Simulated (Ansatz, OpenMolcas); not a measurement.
# GeSiH5Cl (SMILES [SiH3][GeH2][Cl]): the vertical energy of the triplet above the singlet, rung by rung

GeSiH5Cl: 8 atoms, total charge 0, spin state singlet. SMILES: `[SiH3][GeH2][Cl]`. The coordinates come from a PBE0-D4/def2-TZVP relaxation.

```xyz
8

Si   -0.8636    0.8273   -0.3025
Ge    0.7383   -0.8820    0.1184
Cl    1.9631   -0.1837    1.7662
H    -1.7449    0.4162   -1.4273
H    -0.1498    2.0787   -0.6589
H    -1.6785    1.0356    0.9202
H     1.7031   -1.1352   -1.0512
H     0.1246   -2.2139    0.5792
```

Each level gives the vertical energy of the triplet above the singlet (eV). The values are calculated.

| level | kind | program | value (eV) | less CCSD(T)/def2-SVP | CPU time (all runs) |
| --- | --- | --- | --- | --- | --- |
| PBE/def2-SVP | GGA | Ansatz | 5.28 | -0.82 | 11 s |
| r2SCAN/def2-SVP | meta-GGA | OpenMolcas | 5.48 | -0.62 | 3.2 min |
| B3LYP/def2-SVP | global hybrid | OpenMolcas | 5.63 | -0.47 | 2.7 min |
| PBE0/def2-SVP | global hybrid | OpenMolcas | 5.63 | -0.47 | 2.4 min |
| HSE06/def2-SVP | range-separated hybrid | Ansatz | 5.61 | -0.49 | 16 s |
| PBE-QIDH/def2-SVP | double hybrid | Ansatz | 6.05 | -0.05 | 18 s |
| RPA@PBE/def2-SVP | RPA | Ansatz | 5.74 | -0.36 | 19 s |
| CCSD(T)/def2-SVP | coupled cluster or CI | Ansatz | 6.10 | 0.00 | 61 s |

CCSD(T)/def2-SVP is the highest level here, not the true value. All-electron rows without a relativistic Hamiltonian named are non-relativistic. The values span 5.28 to 6.10 eV. A triplet this far above the singlet is often a Rydberg-like or dissociative state; sets without diffuse functions put Rydberg states too high. In the correlated wave-function rows the outer d shell of Ge is correlated, in sets not made for it. Times are those of the runs behind each value, whatever else they computed, on shared processors of several kinds: orders of magnitude only.

Every method places the triplet well above the singlet, as expected for a saturated molecule with no π system. Excitation has to unpair electrons in the σ framework or in a chlorine lone pair. The most likely donor is the Si–Ge σ bond, and the acceptor probably has Ge–Cl σ* character, since the polar bond to chlorine lowers an antibonding orbital concentrated on germanium. The triplet would then weaken the heavy-atom skeleton, though the energies alone do not identify the orbitals.

All the approximate methods fall below CCSD(T), from PBE at 5.28 eV to PBE-QIDH at 6.05 eV, possibly because they balance exchange against the pair correlation lost on unpairing differently. B3LYP and PBE0 coincide despite their different exact-exchange fractions, so that fraction alone does not set the gap. HSE06 lies only slightly lower, which suggests that long-range exact exchange matters little here. These vertical energies do not show how far the triplet would relax or which bond would break first.
